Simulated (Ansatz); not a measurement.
## How methods differ on PH3S (SMILES [PH3]=S)

PH3S has 5 atoms, charge 0, and is taken as a singlet. SMILES: `[PH3]=S`. Geometry: relaxed at GFN2-xTB.

Quantity: the electronic atomisation energy, in eV. The values are calculated. Electronic energies at fixed atoms, without zero-point motion or spin-orbit coupling.

```
           level                    kind  program  value (eV)  less FCI/STO-3G
      PBE/STO-3G                     GGA   Ansatz       15.24            +3.86
   r2SCAN/STO-3G                meta-GGA   Ansatz       14.65            +3.27
    B3LYP/STO-3G           global hybrid   Ansatz       14.70            +3.32
CAM-B3LYP/STO-3G  range-separated hybrid   Ansatz       14.58            +3.20
   B2PLYP/STO-3G           double hybrid   Ansatz       13.30            +1.92
      MP2/STO-3G     perturbation theory   Ansatz       10.68            -0.70
  CCSD(T)/STO-3G   coupled cluster or CI   Ansatz       11.37            -0.01
     CCSD/STO-3G   coupled cluster or CI   Ansatz       11.32            -0.06
      FCI/STO-3G      exact in the basis   Ansatz       11.38             0.00
```

FCI/STO-3G is exact within its basis and frozen core, so for wave-function methods in that basis the difference is their error; functionals converge differently with the basis, so for them it is only a difference. The values span 10.68 to 15.24 eV. All rows use very small basis sets, so even the best lies far from the true value.

Coupled cluster nearly reproduces the exact result: CCSD falls short by 0.06 eV and CCSD(T) by 0.01 eV, which suggests a closed-shell molecule dominated by one configuration. MP2 recovers too little binding, because second order underestimates the left-right correlation in the P–H and P–S bonds. In a minimal valence space the separated atoms have practically no correlation energy of their own, so what the wave-function methods add to the binding comes almost entirely from excitations into the few antibonding orbitals of the molecule.

The functionals all lie higher, probably because they draw dynamic correlation from the density and need no virtual orbitals to express it. B2PLYP fits this picture: part of its correlation is perturbative and limited by the same small virtual space, and it lies closest to FCI among the functionals. The P–S bond is best seen as strongly polar, with sulfur lone pairs donating into P–H antibonding orbitals, but a total atomisation energy cannot separate its strength from that of the P–H bonds.
